All-electron Dirac Kohn-Sham calculations of Ti⁺ with the revPBE functional in Quantum ESPRESSO 7.5 (ld1.x), for a spherical, spin-unpolarised atom with a point nucleus. The number after each subshell in parentheses is its imposed occupation, and ε is the orbital eigenvalue, negative for a bound level.

```
                                                    configuration  eigenvalue (3d3/2) (eV)  eigenvalue (3d5/2) (eV)  mean radius (3d3/2) (bohr)  mean radius (3d5/2) (bohr)  ε(3d5/2) − ε(3d3/2) (eV)
                              [Ar] (3d3/2)0.8 (3d5/2)1.2 (4s1/2)1                  -11.318                  -11.270                      1.5140                      1.5186                      0.05
           [Ar] (3d3/2)0.8 (3d5/2)1.2 (4p1/2)0.3333 (4p3/2)0.6667                  -12.424                  -12.374                      1.4864                      1.4906                      0.05
[Ar] (3d3/2)0.8 (3d5/2)1.2 (4s1/2)0.5 (4p1/2)0.1667 (4p3/2)0.3333                  -11.877                  -11.828                      1.4999                      1.5043                      0.05
  [Ar] (3d3/2)0.6 (3d5/2)0.9 (4s1/2)1 (4p1/2)0.1667 (4p3/2)0.3333                  -14.014                  -13.960                      1.4182                      1.4219                      0.05
                            [Ar] (3d3/2)0.6 (3d5/2)0.9 (4s1/2)1.5                  -13.453                  -13.400                      1.4291                      1.4329                      0.05
                              [Ar] (3d3/2)0.4 (3d5/2)0.6 (4s1/2)2                  -15.841                  -15.783                      1.3555                      1.3587                      0.06
[Ar] (3d3/2)0.2 (3d5/2)0.3 (4s1/2)1.5 (4p1/2)0.3333 (4p3/2)0.6667                  -19.545                  -19.482                      1.2789                      1.2816                      0.06
                              [Ar] (3d3/2)1 (3d5/2)1.5 (4s1/2)0.5                  -9.4671                  -9.4227                      1.6121                      1.6176                      0.04
  [Ar] (3d3/2)0.4 (3d5/2)0.6 (4s1/2)1 (4p1/2)0.3333 (4p3/2)0.6667                  -16.945                  -16.886                      1.3388                      1.3420                      0.06
```

**What varies.** All nine rows are Ti⁺ with three electrons outside the argon core, in a spherical Dirac Kohn-Sham calculation with revPBE. The occupations are imposed, with 3d divided 2:3 and 4p divided 1:2 between the two $j$ levels. Five rows have fractional shells, the rows with 4p are excited, and spin is suppressed, whereas the real ion has a high-spin 3d²4s ground state. The rows probe how an orbital responds to its surroundings and are not states with a spectrum. Below, $\varepsilon$ and $\langle r\rangle$ are the eigenvalue and mean radius of 3d3/2, and $g$ is the last column, the spin-orbit splitting of the 3d level.

That column is rounded to 10 meV, which hides the trend. The level lists of the same runs give $g$ to 0.1 meV, and it rises from 44.4 meV in 3d$^{2.5}$4s$^{0.5}$ to 63.5 meV in 3d$^{0.5}$4s$^{1.5}$4p$^{1}$, by 43 %. Between these two rows $|\varepsilon|$ doubles and $\langle r\rangle$ falls by 21 %. Sorting the nine rows by $g$, by depth or by compactness gives the same order, so the order alone cannot say which property matters.

**What theory says $g$ is.** To first order in $\alpha^2$ (atomic units, $\alpha\approx 1/137$) the spin-orbit term is $\zeta\,\mathbf{l}\cdot\mathbf{s}$ with $\zeta=\tfrac{\alpha^2}{2}\langle \tfrac1r \tfrac{dV}{dr}\rangle$. The product $\mathbf{l}\cdot\mathbf{s}$ is $l/2$ for $j=l+\tfrac12$ and $-(l+1)/2$ for $j=l-\tfrac12$, a difference of $5/2$ for d. With the field written as $dV/dr=Z(r)/r^2$, where $Z(r)$ is the effective charge felt at radius $r$,

$$g=\tfrac54\,\alpha^2\left\langle \frac{Z(r)}{r^3}\right\rangle .$$

Two things enter, the field and the weight of the orbital at small $r$. The potential itself does not. Three explanations follow: the level is deeper, the field is stronger, or the orbital has moved inward.

**Depth.** The tempting reading is that a more tightly bound electron is more relativistic. It is exact in one limit, the bare Coulomb field. For a hydrogenic 3d orbital $|\varepsilon|=Z^2/18$ and $\langle r^{-3}\rangle=Z^3/405$, so $g=\alpha^2Z^4/324=\alpha^2\varepsilon^2$. For 3d²4s¹, $|\varepsilon|=11.318/27.2=0.416$ hartree and $g=5.3\times10^{-5}\times0.416^2\times27.2\ \mathrm{eV}=0.25$ meV, against 48.6 meV in the run. Over the nine rows the formula is too small by factors of 85 to 253. Gradient-corrected eigenvalues are too shallow as ionisation energies because of self-interaction, but closing this gap would need levels 9 to 16 times deeper (the square roots of those factors). The reason for the failure is that $\varepsilon$ reflects the heavily screened potential over the whole orbital, while $g$ samples the inner region, where much more of the nuclear charge is exposed.

A looser version keeps the idea and frees both constants, $g\propto|\varepsilon|^k$. Fitted to the four rows without 4p it gives $k=0.51$ and an rms residual of 0.04 meV, the best of the three power laws tried on those rows. Those four rows lie on one path, 3d→4s, along which any smooth variable will describe $g$.

The opposite limit separates the variables. A spherical shell of charge $q$ at radius $R$, wholly outside the orbital, adds the constant $q/R$ to the potential inside it and no field. Moving it outward lowers $\varepsilon$ and leaves both the orbital and $g$ untouched. The promotion 4s→4p comes near this limit, since in the 3d² rows the 4s electron sits at about 3.2 bohr and the 4p at about 3.9 bohr, both well outside 3d at 1.5 bohr. The level lists show the signature: from 3d²4s¹ to 3d²4p¹ the 1s, 2p3/2 and 3s levels drop by 1.25, 1.21 and 1.24 eV and 3d3/2 by 1.11 eV, nearly a rigid shift. The limit is not reached, because 4s penetrates the 3d region more than 4p does, and $\langle r\rangle$ shrinks by 0.028 bohr.

If depth were the cause, an electronvolt of deepening would buy the same splitting by either route. It buys 1.85 to 2.27 meV in the four 3d→4s steps and 0.89 to 1.07 meV in the four 4s→4p steps. The small steps carry a rounding of 0.1 to 0.2 meV on changes of 0.5 to 1.0 meV, yet all four fall at about half the other route. The numbers thus speak against $g$ being a smooth function of $\varepsilon$ alone.

**Field.** In the limit of a frozen 3d orbital, removing 3d electrons raises $Z(r)$ by the part $Q(r)$ of their charge that lay inside $r$, and $g$ gains $\tfrac54\alpha^2\langle Q(r)/r^3\rangle$ per electron. The weight $r^{-3}$ favours small radii, and there $Q$ is small because a d density vanishes steeply at the nucleus. With a nodeless hydrogenic shape matched to $\langle 1/r\rangle$ of the run, the gain is a few tenths of a meV per electron, an order of magnitude only, while 3d²4s¹→3d¹4s² raises $g$ by 9.1 meV. A check comes from the 2p shell at about 0.29 bohr, whose size hardly changes: its splitting moves by −0.19 % between the extreme rows. This shows that the innermost field has not grown, though it says little about the field at 0.5 to 1 bohr. At fixed orbitals the field effect adds to the next one. The 3s and 3p shells contract slightly as 3d is emptied and so screen a little more, which works against it. The net field effect is expected to be the minor part.

**Contraction.** Electrons in the same shell screen one another strongly, and an electron in 4s screens 3d far less. The Slater repulsion integrals of the 3d$^{1.5}$4s$^{1.5}$ run show the size: $F^0(3d,3d)-F^0(4s,3d)=7.97$ eV, the deepening expected for one electron moved with all orbitals frozen. The runs give 4.52 eV from 3d²4s¹ to 3d¹4s², 57 % of that. Orbital relaxation and the exchange-correlation potential both work against the frozen value; their shares are untested. On this route the inner levels shift unevenly (1s by 5.88, 2p3/2 by 6.77, 3s by 5.69 eV), so the potential changes shape and pulls 3d inward. The 3p shell, which shares that region, responds in the same direction: its splitting grows by 8 % as it contracts.

The model is $g\propto\langle r\rangle^{-k}$, or $g\propto\langle 1/r\rangle^{k}$ with the mean inverse radius of the same runs, again fitted to the four rows without 4p. The exponents are 1.51 and 2.13. The step 3d²4s¹→3d²4p¹ serves as a worked test; the starting row was in the fit and the final row was not. From size,

$$\Delta g=48.6\left[\left(\tfrac{1.5140}{1.4864}\right)^{1.51}-1\right]=1.4\ \text{meV},$$

and from depth,

$$\Delta g=48.6\left[\left(\tfrac{12.424}{11.318}\right)^{0.51}-1\right]=2.4\ \text{meV}.$$

The run gives 1.0 meV, and the $\langle 1/r\rangle$ law gives 1.2 meV. Over the five rows with 4p the rms errors of prediction are 0.90 meV for depth, 0.40 meV for $\langle r\rangle$ and 0.26 meV for $\langle 1/r\rangle$; the row-by-row residuals are in the output below. Depth overshoots in all five. The size laws are better without being exact, as their rms errors exceed the 0.1 meV rounding. In 3d$^{0.5}$4s$^{1.5}$4p$^{1}$, which lies outside the fitted range, the $\langle r\rangle$ law misses by −0.67 meV and does no better than depth at +0.65 meV. That the predictor weighted nearer the nucleus does best fits the formula for $g$, but both are stand-ins for the inner weight, so contraction as the main cause rests on theory, on the failure of depth and on the estimate that the field effect is small.

**Why the exponent is low.** If the orbital shrank uniformly by a factor $\lambda$, $\langle r^{-3}\rangle$ would grow as $\lambda^{-3}$, and with $Z(r)$ rising inward $k$ would be at least 3. In the hydrogenic limit, $Z=10.5/\langle r\rangle$, it is 4, which would multiply $g$ by 2.52 across the table where the runs give 1.43. Uniform scaling also keeps $\langle r\rangle\langle 1/r\rangle$ constant, and the runs show it falling steadily from 1.382 to 1.293, towards the hydrogenic 1.167. The orbital therefore changes shape. A high product means a wide distribution, here a long tail on a compact inner part (the 3d radial function has no node). The likely picture, a guess beyond these two moments, is that removing 3d screening mainly draws in the tail, which dominates $\langle r\rangle$, while the inner part keeps its form and gains amplitude through normalisation. The fitted exponents describe this ion over this range and are not constants.

The two $j$ components differ little in size, and the difference between the two radius columns falls from 0.0055 to 0.0027 bohr while $g$ rises, so it is no gauge of the splitting. The row 3d$^{2.5}$4s$^{0.5}$ is the only one in which an occupied 4s lies below 3d, by 0.021 eV, and with fixed occupations it stays on the same curve as its neighbours. The absolute values lack the Breit interaction, which normally reduces a 3d splitting, and come from one functional, so the ratios between rows deserve more trust than the meV values.

**Rule.** For a change of configuration, ask whether the charge that moves overlaps the 3d shell. In these rows one electron taken from 3d to 4s adds about 9 meV to a splitting near 50 meV, and one taken from 4s to 4p adds about 1 meV while lowering the level by 1.1 eV. By the same reasoning, removing the 4s electron altogether should deepen 3d a great deal and raise its splitting only modestly, and filling 3d further should lower the splitting. A shift of the 3d eigenvalue signals a change of splitting only to the extent that the potential changes shape where the 3d orbital lies; a rigid shift of all levels signals none.

The analysis program printed:

```
Splitting g from level lists, rounding 0.1 meV; from table eigenvalues, rounding 1 meV; largest mismatch 0.6 meV
g ~ |e|^k on 4 rows without 4p: k=0.51, rms fitted 0.04, rms on 4p rows 0.90, worst +1.36 meV (d2 s0 p1)
g ~ <r>^k on 4 rows without 4p: k=-1.51, rms fitted 0.12, rms on 4p rows 0.40, worst -0.67 meV (d0.5 s1.5 p1)
g ~ <1/r>^k on 4 rows without 4p: k=2.13, rms fitted 0.07, rms on 4p rows 0.26, worst -0.47 meV (d0.5 s1.5 p1)
row | g meV | model minus g (meV): |e|, <r>, <1/r> | <r><1/r> | r5/2-r3/2 bohr | g/|e| x1000 | alpha^2 e^2 meV
d2.5 s0.5 p0     44.4 | -0.02 -0.10 -0.05 | 1.382 | 0.0055 | 4.69 | 0.18
d2 s1 p0         48.6 | -0.00 +0.11 +0.05 | 1.355 | 0.0046 | 4.29 | 0.25
d2 s0.5 p0.5     49.1 | +0.71 +0.30 +0.17 | 1.351 | 0.0044 | 4.13 | 0.28
d2 s0 p1         49.6 | +1.36 +0.48 +0.29 | 1.347 | 0.0042 | 3.99 | 0.30
d1.5 s1.5 p0     53.0 | +0.06 +0.14 +0.09 | 1.333 | 0.0038 | 3.94 | 0.35
d1.5 s1 p0.5     53.6 | +0.57 +0.15 +0.05 | 1.329 | 0.0037 | 3.82 | 0.38
d1 s2 p0         57.7 | -0.05 -0.15 -0.09 | 1.314 | 0.0032 | 3.64 | 0.49
d1 s1 p1         58.7 | +0.96 -0.06 -0.09 | 1.308 | 0.0032 | 3.46 | 0.56
d0.5 s1.5 p1     63.5 | +0.65 -0.67 -0.47 | 1.293 | 0.0027 | 3.25 | 0.75
hydrogenic 3d: <r><1/r> = 1.167; g / (alpha^2 e^2) from 85 to 253
hydrogenic with Z=10.5/<r>: Z 6.51 to 8.21, g 8.0 to 20.3 meV (x2.52; runs x1.43)
d2.5 to d0.5, change in %: g +43.0, |e| +106.5, <r> -20.7, <1/r> +18.0, 2p splitting -0.19, 3p splitting +8.1
Steps: de eV, d<r> bohr, dg meV, dg per eV of deepening | dg from power laws in |e|, <r>, <1/r> (meV)
3d>4s d2.5 s0.5 p0 to d2 s1 p0: -1.851 -0.0981 +4.2 2.27 | 4.22 4.41 4.31
3d>4s d2 s1 p0 to d1.5 s1.5 p0: -2.135 -0.0849 +4.4 2.06 | 4.46 4.42 4.43
3d>4s d1.5 s1.5 p0 to d1 s2 p0: -2.388 -0.0736 +4.7 1.97 | 4.59 4.40 4.51
3d>4s d1 s1 p1 to d0.5 s1.5 p1: -2.600 -0.0599 +4.8 1.85 | 4.42 4.20 4.43
4s>4p d2 s1 p0 to d2 s0.5 p0.5: -0.559 -0.0141 +0.5 0.89 | 1.21 0.69 0.62
4s>4p d2 s1 p0 to d2 s0 p1: -1.106 -0.0276 +1.0 0.90 | 2.36 1.37 1.24
4s>4p d1.5 s1.5 p0 to d1.5 s1 p0.5: -0.561 -0.0109 +0.6 1.07 | 1.11 0.62 0.56
4s>4p d1 s2 p0 to d1 s1 p1: -1.104 -0.0167 +1.0 0.91 | 2.01 1.09 1.00
mean dg per eV: 3d>4s 2.04, 4s>4p 0.94 meV/eV, ratio 2.2
level shifts from d2 s1, one electron 4s>4p (eV): 1s -1.25, 2p3/2 -1.21, 3s -1.24, 3d3/2 -1.11
level shifts from d2 s1, one electron 3d>4s (eV): 1s -5.88, 2p3/2 -6.77, 3s -5.69, 3d3/2 -4.52
frozen F0(3d,3d)-F0(4s,3d) = 7.97 eV; deepening d2 s1 to d1 s2 = 4.52 eV, ratio 0.57
(5/4)alpha^2 = 1.811 meV bohr^3; implied <Z(r)/r^3> 24.5 to 35.1 bohr^-3
field of one removed 3d electron at fixed orbital (order of magnitude): 0.4 meV; runs d2 s1 to d1 s2: 9.1 meV
d2.5 s0.5: 4s minus 3d3/2 = -0.021 eV
```
